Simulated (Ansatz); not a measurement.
# TiP: energy above relaxed cell and pressure as volume per atom varies

Plane-wave density functional theory, PAW datasets, Gaussian smearing 0.05 eV: one cell in which all forces lie under 0.002 eV/angstrom; stress (xx yy zz yz xz xy) and pressure positive in compression; site moments are of spin alone; formation energy from the elements run alike, uncorrected. The results are calculated, by Ansatz 0.2.0.

Cell of the first row (space group F-43m, No. 216):
```
CELL_PARAMETERS angstrom
0.00000 2.47660 2.47660
2.47660 0.00000 2.47660
2.47660 2.47660 0.00000
ATOMIC_POSITIONS crystal
Ti 0.00000 0.00000 0.00000
P 0.25000 0.25000 0.25000
```

Settings of every row: paw set soft_2; functional PBEsol; spin treatment none; moment partition spheres; spin axis none; wave cutoff 420 eV; k mesh 10x10x10; SCF start atoms; lower state search light; symmetry use detected.

Atom first moment, atom hubbard u: 0 on all atoms.

Limits: the cell comes from a prototype or a list of computed structures and needn't be the stable phase.

```
row  volume per atom (Å³)  energy above relaxed cell (meV per atom)  pressure (GPa)  formation energy (eV per atom)
  1                 15.19                                    687.19           51.04                          0.2156
  2                17.013                                    257.57           26.33                          -0.214
  3                19.054                                     41.94            8.90                         -0.4296
  4                19.832                                         ?               ?                               ?
  5                20.246                                      2.58            2.01                          -0.469
  6                20.659                                         0            0.03                         -0.4716
  7                20.896                                      0.74           -1.01                         -0.4708
  8                21.072                                      2.27           -1.76                         -0.4693
  9                21.485                                      8.94           -3.38                         -0.4626
```

Question: what energy above relaxed cell and pressure should row 4 give?

Worked fit of energy above relaxed cell. Take u = (V_r/V)^(2/3) − 1 with V_r = 20.453 Å³ an atom, which is twice the finite (Eulerian) strain; such expansions in the strain, on which the Birch-Murnaghan equation of state is built, carry the rest volume and the bulk modulus. The shown rows have u = 0.21936, 0.13062, 0.04837, 0.0068, -0.00666, -0.01418, -0.01968, -0.03228. Least squares give energy above relaxed cell = 0.594 + 190.026 × u + 13901.57 × u² − 2274.41 × u³ meV per atom; a parabola predicts inner rows, each left out in turn, worse (root mean square 1.4 against 0.3 meV per atom). The rows lie off it by -0.01, 0.04, -0.11, 0.05, 0.05, 0.04, 0.01, -0.08 (root mean square 0.058 meV per atom), a smooth pattern that one more power would take up: the form is only approximate. Its lowest point lies at u = -0.0068, or V = 20.66 Å³ an atom, and the curvature there gives the bulk modulus at fixed shape and fractions, B = (4/9)(1 + u)² E″(u)/V = 94.8 GPa. The withheld row has u = 0.02077, so the fit gives 0.594 + 190.026 × (0.02077) + 13901.57 × (0.02077)² − 2274.41 × (0.02077)³ = 10.52 meV per atom.

The calculation gave 10.51 meV per atom. The fit lies 0.01 meV per atom (0.0015 % of the column's range) above it, one unit of the last digit.

Worked fit of pressure. Take u = (V_r/V)^(2/3) − 1 with V_r = 20.453 Å³ an atom, which is twice the finite (Eulerian) strain; such expansions in the strain, on which the Birch-Murnaghan equation of state is built, carry the rest volume and the bulk modulus. The shown rows have u = 0.21936, 0.13062, 0.04837, 0.0068, -0.00666, -0.01418, -0.01968, -0.03228. Least squares give pressure = 0.991 + 146.494 × u + 350.48 × u² + 99.48 × u³ GPa; a parabola predicts inner rows, each left out in turn, worse (root mean square 0.058 against 0.021 GPa). The rows lie off it by 0.00, 0.00, -0.01, 0.01, 0.00, 0.01, 0.00, 0.00. The pressure vanishes at u = -0.0069, or V = 20.67 Å³ an atom, and there the bulk modulus at fixed shape and fractions is B = −V dP/dV = (2/3)(1 + u) dP/du = 93.8 GPa. The withheld row has u = 0.02077, so the fit gives 0.991 + 146.494 × (0.02077) + 350.48 × (0.02077)² + 99.48 × (0.02077)³ = 4.19 GPa.

The calculation gave 4.18 GPa. The fit lies 0.01 GPa (0.018 % of the column's range) above it, one unit of the last digit.

The other values of row 4: formation energy -0.4611 eV per atom.
